\section*{Umklapp scattering in a quarter-filled chain: Mott gap and resistivity with parameters for (TMTTF)$_2$PF$_6$}

\subsection*{Result and conventions}

A chain of spin-1/2 electrons with one carrier per $n$ sites ($n=1$ half filling, $n=2$ quarter filling) has the charge Hamiltonian
\begin{equation}
H_\rho=\frac{\hbar u}{2\pi}\int dx\left[K_\rho(\nabla\theta)^2+\frac{(\nabla\phi)^2}{K_\rho}\right]+\frac{2g_n}{(2\pi\alpha)^2}\int dx\,\cos\!\left(n\sqrt8\,\phi\right),
\label{H}
\end{equation}
with $[\phi(x),\nabla\theta(x')/\pi]=i\delta(x-x')$, smooth density $-(\sqrt2/\pi)\nabla\phi$, and $K_\rho=1$ for free electrons. The cosine moves $2n$ electrons across the Fermi sea and hands the momentum $4nk_F$ to the lattice. Define $y_n=g_n/\pi\hbar u$, the cutoff $\Lambda=\hbar u/\alpha$, $\kappa=n^2K_\rho$ and $s=2-2\kappa$. Then:
\begin{enumerate}
\item The cosine has scaling dimension $2\kappa$. For $y_n\to0$ it opens a charge gap if $K_\rho<1/n^2$, and
\begin{equation}
\Delta\sim\Lambda\,y_n^{1/(2-2n^2K_\rho)} .
\label{gap}
\end{equation}
Here $\Delta$ is the energy of one charge soliton, up to a numerical factor.
\item For $\Delta\ll k_BT\ll\Lambda/\pi$, to second order in $y_n$,
\begin{equation}
\frac{\hbar}{\tau_n}=C(\kappa)\,y_n^2\,\Lambda\left(\frac{\pi k_BT}{\Lambda}\right)^{4\kappa-3},\qquad
C(\kappa)=\frac{\kappa}{4}B\!\left(\kappa,\tfrac12\right)^2,\qquad
\rho=\frac{h}{4e^2}\,\frac{A_\perp}{\hbar uK_\rho}\,\frac{\hbar}{\tau},
\label{rate}
\end{equation}
with $B$ the Euler beta function and $A_\perp$ the area per chain. The law $\rho\propto T^{4n^2K_\rho-3}$ is due to Giamarchi (1991).
\item On doping towards the commensurate filling, $K_\rho\to1/(2n^2)$.
\end{enumerate}

\subsection*{Problem}

In (TMTTF)$_2$PF$_6$ each stack carries half a hole per molecule. The cell holds one stack with two molecules along $a$, so $k_F=\pi/2a$ and $8k_F$ is the reciprocal vector of the molecular spacing $a/2$ (term $n=2$). The stack is weakly dimerised, which makes $4k_F=2\pi/a$ a reciprocal vector too (term $n=1$, with $g_1$ proportional to the dimerisation). Approximate inputs: $a=7.15$~\AA, cell volume $V=676$~\AA$^3$, mean intrastack hopping $t=0.12$~eV, $K_\rho=0.22$, taken as the value at the cutoff scale. Model assumptions: $uK_\rho=v_F$ of the undimerised band, $\Lambda=0.40$~eV, $y_2=0.10$ or $0.30$, and $y_1=0.020$. The value $y_2=0.10$ illustrates weak coupling; $y_2=0.30$ and $y_1=0.020$ were chosen to put the gap scale at tens of meV. Interchain hopping, phonons and thermal expansion are left out, and each umklapp term flows separately.

Find (a) the dimensions and exponents, (b) the gaps, with the effect of the flow of $K_\rho$, (c) the rates and resistivities at 300~K and their temperature dependence, (d) the limit of $K_\rho$ on doping and the doping range in which it applies.

\subsection*{Answers}

(a) Both terms are relevant, with dimensions $1.76$ ($n=2$) and $0.44$ ($n=1$). (b) Equation (\ref{gap}) with unit prefactor gives $0.027$ and $2.7$~meV for $n=2$; the flow of $K_\rho$ raises these to $1.0$ and $31$~meV; $\Delta_1\approx33$~meV. (c) $\rho_2\propto T^{0.52}$ and $\rho_1\propto T^{-2.12}$; the model resistivity at 300~K is $0.018$~m$\Omega$\,cm for $y_2=0.10$ alone and about $0.4$~m$\Omega$\,cm for $y_2=0.30$ with $y_1$. (d) $K_\rho\to1/8$ without dimerisation, for dopings well below $0.006$ carriers per molecule ($y_2=0.30$). $K_\rho\to1/2$, for dopings well below $0.013$, only where the $n=1$ term dominates, $y_1>4y_2$ at the gap scale; this holds for $y_2=0.10$ with $y_1$ and fails for $y_2=0.30$ with $y_1$, where the solitons keep fractional charge.

\subsection*{Solution}

\paragraph{Scales.} With spacing $a/2$ and $k_Fa/2=\pi/4$,
\begin{equation}
\hbar v_F=ta\sin\frac{\pi}{4}=0.607~\text{eV\,\AA},\qquad \hbar u=\frac{\hbar v_F}{K_\rho}=2.76~\text{eV\,\AA},\qquad \alpha=\frac{\hbar u}{\Lambda}=6.9~\text{\AA},
\end{equation}
so the cutoff length is about one cell, and $A_\perp=V/a=94.5$~\AA$^2$.

\paragraph{(a) Dimension.} The quadratic part of (\ref{H}) gives the propagator $\pi K_\rho u/(\omega^2+u^2q^2)$. Integrating over $\omega$ at imaginary time $\tau>0$,
\begin{equation}
\langle[\phi(x,\tau)-\phi(0)]^2\rangle=K_\rho\int_0^\infty\frac{dq}{q}\,e^{-\alpha q}\left(1-e^{-qu\tau}\cos qx\right)=\frac{K_\rho}{2}\ln\frac{x^2+(u\tau+\alpha)^2}{\alpha^2}.
\end{equation}
A Gaussian average then gives $\langle e^{ib\phi}e^{-ib\phi}\rangle=(\alpha/r)^{b^2K_\rho/2}$ at large $r=\sqrt{x^2+u^2\tau^2}$. The dimension is half this exponent, and $b^2=8n^2$ makes it $2n^2K_\rho$. Under $\alpha\to\alpha e^{l}$ in two space-time dimensions $dy/dl=(2-2\kappa)y=sy$. At fixed $s>0$ the coupling reaches unity at $l^*=\ln(1/y)/s$, and $\Delta\sim\Lambda e^{-l^*}$ is (\ref{gap}). For $n=2$: $\kappa=0.88$, $s=0.24$, $1/s=4.17$, $4\kappa-3=0.52$; $K_\rho$ lies just under the threshold $0.25$. For $n=1$: $\kappa=0.22$, $s=1.56$, $1/s=0.641$, $4\kappa-3=-2.12$.

\paragraph{(b) Gaps.} At second order the cosine stiffens $\phi$, which renormalises $1/\kappa$:
\begin{equation}
\frac{dy}{dl}=sy,\qquad \frac{d}{dl}\frac{1}{\kappa}=\frac{y^2}{2}\quad\Longleftrightarrow\quad\frac{ds}{dl}=\kappa^2y^2 .
\label{flow}
\end{equation}
The coefficient is fixed at $\kappa\to1$: the weakly repulsive half-filled Hubbard chain has $s=y$, and its charge SU(2) symmetry keeps this line invariant. Rescaling $\phi\to n\phi$ carries the equations to any $n$. Away from $\kappa=1$ the coefficient depends on the cutoff scheme.

For $n=1$ the flow of $\kappa$ hardly matters. With $y=y_1e^{sl}$, $1/\kappa$ changes by $(1-y_1^2)/4s=0.16$ out of $4.55$ before $y=1$.

For $n=2$ it matters, because $s$ is small. Setting $\kappa^2\to1$, the combination $y^2-s^2$ is conserved. With $c^2=|y_2^2-s_0^2|$ and $s_0=0.24$, integration of $dl=dy/sy$ up to $y=1$ gives
\begin{equation}
l^*=\frac{\operatorname{arsinh}(c/y_2)-\operatorname{arsinh}c}{c}\quad(y_2<s_0),\qquad
l^*=\frac{\arcsin(c/y_2)-\arcsin c}{c}\quad(y_2>s_0),
\end{equation}
with $c=0.218$ for $y_2=0.10$ and $c=0.18$ for $y_2=0.30$.

\begin{center}
\begin{tabular}{lcccc}
\hline
term & $l^*$, fixed $K_\rho$ & $\Delta$ (meV) & $l^*$, flowing $K_\rho$ & $\Delta$ (meV)\\
\hline
$y_2=0.10$ & 9.59 & 0.027 & 5.98 & 1.0\\
$y_2=0.30$ & 5.02 & 2.7 & 2.57 & 31\\
$y_1=0.020$ & 2.51 & 33 & -- & --\\
\hline
\end{tabular}
\end{center}

For $y_2\ll s_0$ the first form reduces to
\begin{equation}
\Delta\to\Lambda\,y_2^{1/s_0}\,(2s_0)^{-1/s_0}\exp\!\left[\operatorname{arsinh}(s_0)/s_0\right]=57\,\Lambda\,y_2^{4.17}.
\end{equation}
The exponent of (\ref{gap}) survives, but close to the threshold its prefactor is far from unity. For $y_2>s_0$ the power law no longer applies, since the growth of $s$ drives the flow. Finite $y_2$ also opens a gap slightly above $K_\rho=1/n^2$, for $s_0>-y_2$.

The replacement $\kappa^2\to1$ overstates the flow, since $\kappa^2=0.77$ at the start. The full equations (\ref{flow}) conserve $y^2-8(1/\kappa+\ln\kappa)$. For $y_2=0.30$ they reach $y=1$ at $\kappa=0.63$ and $l^*=2.9$, which gives $22$~meV in place of $31$~meV. These gaps are therefore estimates to within a factor of order unity. The robust conclusion is the comparison: a dimerisation coupling fifteen times smaller than $y_2=0.30$ yields the same gap scale, so the $n=1$ term cannot be dropped in a dimerised salt at this $K_\rho$.

\paragraph{(c) Resistivity.} Put $\hbar=k_B=e=1$. The current is $J=\sqrt2\,uK_\rho\int dx\,\nabla\theta/\pi$. It commutes with the quadratic part of (\ref{H}), which gives $\sigma=iD/\omega$ per chain with $D=2uK_\rho/\pi$. The cosine gives $\dot J=\int dx\,f(x)$, where up to a sign
\begin{equation}
f=\mathcal A\sin\!\left(n\sqrt8\,\phi\right),\qquad \mathcal A=\sqrt2\,uK_\rho\,n\sqrt8\,\frac{2\pi u\,y_n}{(2\pi\alpha)^2},\qquad \mathcal A^2=\frac{4n^2K_\rho^2u^4y_n^2}{\pi^2\alpha^4}.
\end{equation}
In the memory-function approximation $\sigma=iD/(\omega+i/\tau)$ at low frequency, with
\begin{equation}
\frac1\tau=\frac{1}{2TD}\int dx\,dt\,\langle f(x,t)f(0,0)\rangle_0 .
\end{equation}
This treats $J$ as the only slow variable. At exact commensurability $J$ is odd under $\phi\to-\phi$, $\theta\to-\theta$ and the total momentum is even, so the two do not mix. The conformal map to finite $T$, with the time contour shifted by $-i/2T$, which leaves the zero-frequency integral unchanged, gives for $d=2\kappa$
\begin{equation}
\langle ff\rangle_0=\frac{\mathcal A^2}{2}\left(\frac{\pi T\alpha}{u}\right)^{2d}\left[\cosh\pi T\!\left(t+\tfrac xu\right)\cosh\pi T\!\left(t-\tfrac xu\right)\right]^{-d}.
\end{equation}
In the variables $t\pm x/u$ the measure is $u/2$ times the product measure, and $\int_{-\infty}^\infty dz\,\cosh^{-d}z=B(d/2,1/2)$. Hence
\begin{equation}
\frac1\tau=\frac{\pi}{4TuK_\rho}\,\frac{\mathcal A^2u}{4}\left(\frac{\pi T\alpha}{u}\right)^{4\kappa}\frac{B(\kappa,\frac12)^2}{(\pi T)^2},
\end{equation}
which is the rate in (\ref{rate}). For $\kappa=1$, $B=2$ and $1/\tau=\pi y^2T$. The resistivity is $\rho=A_\perp/D\tau$, and $\pi\hbar/2e^2=h/4e^2=6453~\Omega$. The cross correlator of the $n=1$ and $n=2$ forces vanishes in the Gaussian theory, so the rates add.

The conversion factor is $6453~\Omega\times94.5~\text{\AA}^2/0.607~\text{eV\,\AA}\approx10~\mu\Omega$\,cm per meV. At 300~K, $k_BT=25.9$~meV, $\pi k_BT=81.2$~meV and $\pi k_BT/\Lambda=0.203$. For $n=2$, $B(0.88,\frac12)=2.165$, $C=1.03$ and $0.203^{0.52}=0.436$. For $n=1$, $B(0.22,\frac12)=5.80$, $C=1.85$ and $0.203^{-2.12}=29.4$.

\begin{center}
\begin{tabular}{lcccc}
\hline
term & $\hbar/\tau$ (meV) & $\hbar/\tau k_BT$ & $\rho$ (m$\Omega$\,cm) & $\rho(400\,\text{K})/\rho(300\,\text{K})$\\
\hline
$y_2=0.10$ & 1.80 & 0.070 & 0.018 & 1.16\\
$y_2=0.30$ & 16.2 & 0.63 & 0.16 & 1.16\\
$y_1=0.020$ & 8.7 & 0.34 & 0.09 & 0.54\\
\hline
\end{tabular}
\end{center}

A relevant term thus gives a metallic slope when $3/4<\kappa<1$ and an insulating slope, already above the gap, when $\kappa<3/4$. Second order requires $\hbar/\tau\ll k_BT$. Since $\hbar/\tau k_BT=\pi C y^2(l)$ with $y(l)=y_ne^{sl}$ at $l=\ln(\Lambda/\pi k_BT)$, the condition fails when $k_BT$ falls to the order of $\Delta$. Only the first row meets it well.

The flow of $K_\rho$ enters through the running $y(l)$ and $\kappa(l)=1-s(l)/2$, in the rate and in $D$ alike. The factor $\kappa$ in $C$ cancels against $D\propto K_\rho$, so $\rho_2\propto B(\kappa,\frac12)^2y^2T$. For $\kappa^2\to1$, $d\kappa/dl=-y^2/2$, and the local exponent is $d\ln\rho_2/d\ln T=1-2s+y^2[\psi(\kappa)-\psi(\kappa+\frac12)]$ with $\psi$ the digamma function. The solutions for $s$ are
\begin{equation}
s(l)=c\coth\!\left[\operatorname{arsinh}(c/y_2)-cl\right]\ \ (y_2<s_0),\qquad s(l)=c\cot\!\left[\arcsin(c/y_2)-cl\right]\ \ (y_2>s_0).
\end{equation}
At 300~K, $l=1.59$. For $y_2=0.10$, $s=0.264$ and the exponent is $0.46$, a modest shift from $0.52$. For $y_2=0.30$, $s=0.483$, $y=0.52$, $B^2$ has grown from $4.69$ to $5.66$, the exponent is $-0.19$, the rate becomes $23$~meV and $\rho_2=0.27$~m$\Omega$\,cm. The correction removes the whole power law: $\rho_2$ passes through a minimum at $s=0.42$, that is $k_BT=34$~meV or $4.0\times10^2$~K. As $\kappa^2\to1$ overstates the flow, this temperature is a rough estimate on the high side. The falling $n=1$ term moves the minimum of the total to higher temperature. The summed rate at 300~K is $32$~meV, above $k_BT$, so the total $\rho_1+\rho_2\approx0.4$~m$\Omega$\,cm sits at the edge of the expansion and carries one figure.

\paragraph{(d) Doping.} The cosine in (\ref{H}) has minima spaced by $2\pi/n\sqrt8$, so a soliton carries $(\sqrt2/\pi)(2\pi/n\sqrt8)=1/n$ of an electron charge. An excess density $\nu$ enters as solitons of density $n\nu$. They repel, and at low relative momentum they reflect fully from one another, so a dilute gas of them behaves as free spinless fermions of mass $\Delta/u^2$, Fermi wave vector $k_s=\pi n\nu$ and velocity $v_s=\hbar k_su^2/\Delta$. Match the Drude weight and the compressibility of this gas to those of a spin-1/2 Luttinger liquid with parameters $u^*,K^*$:
\begin{equation}
\frac{2e^2u^*K^*}{\pi\hbar}=\frac{(e/n)^2v_s}{\pi\hbar},\qquad \frac{d\nu}{d\mu}=\frac{2K^*}{\pi\hbar u^*}=\frac{1}{n^2\,\pi\hbar v_s}.
\end{equation}
The ratio gives $u^*=v_s$ and the product $K^*=1/(2n^2)$, whatever the starting $K_\rho$. At this value the cosine has dimension one, the free-fermion point of Luther and Emery (1974).

The limit needs $\hbar uk_s\ll\Delta$, that is $\nu\ll1/\pi n\xi$ with $\xi=\hbar u/\Delta$. For $n=2$ and $\Delta=31$~meV, $\xi\approx9$~nm and the bound $(a/2)/\pi n\xi$ is $0.006$ carriers per molecule. At $0.001$ per molecule $u^*/u=0.16$, and the Drude weight is $0.09$ of its unscattered value. With spin-rotation symmetry the $4k_F$ density exponent $4K_\rho$ goes from $0.88$ to $0.5$, and the density-of-states exponent $(K_\rho+1/K_\rho-2)/4$ from $0.69$ to $1.53$. With both terms present, positive couplings and $\vartheta=\sqrt8\,\phi$, the potential is $y_1\cos\vartheta+y_2\cos2\vartheta=2y_2(\cos\vartheta+y_1/4y_2)^2+\text{const}$. For $y_1>4y_2$ it has a single minimum per period, the solitons carry charge $e$, and the case $n=1$ governs the dilute limit. Then $\xi\approx8$~nm, the bound is $0.013$ per molecule, $K_\rho$ rises to $1/2$, and the density-of-states exponent drops to $0.125$. For $y_1<4y_2$ two degenerate minima $\pm\vartheta_0$ remain, with $\cos\vartheta_0=-y_1/4y_2$. This is the charge-ordered state, which the salt enters at low temperature. Its solitons are not confined and alternate between the charges $e\vartheta_0/\pi$ and $e(1-\vartheta_0/\pi)$. As a classical estimate, compare the running couplings at $l=2.51$, where $y_1=1$. The coupling $y_2=0.10$ has grown to $0.19$, so $4y_2=0.77<1$ and the $n=1$ results apply, by a narrow margin. The coupling $y_2=0.30$ has grown to $0.94$, two minima survive, the charges are $0.59e$ and $0.41e$, and the classical masses, proportional to $\int d\vartheta\,|\cos\vartheta-\cos\vartheta_0|$ between adjacent minima, stand in the ratio $2.3$. The limit $1/2$ does not apply to this pair. The free-fermion matching needs equal masses and gives $1/8$ only for $y_1\ll4y_2$, so $K^*$ of this alternating gas is not fixed by the argument above.

\paragraph{Standing of the numbers.} All gaps, rates and resistivities are the model's. As typical knowledge, the salt has a transport activation energy of roughly 40 to 50~meV and a room-temperature chain resistivity of a few $10^{-2}~\Omega$\,cm. The couplings were chosen for the order of the gap, and the model scales of 22 to 33~meV lie below the typical range by up to a factor of about two. The model resistivity is too low by about two orders of magnitude. With an activation energy above $k_BT$, room temperature is not in the regime $k_BT\gg\Delta$ that (\ref{rate}) requires, and the assumption $uK_\rho=v_F$ and the omitted phonon and defect scattering also bias $\rho$ downwards.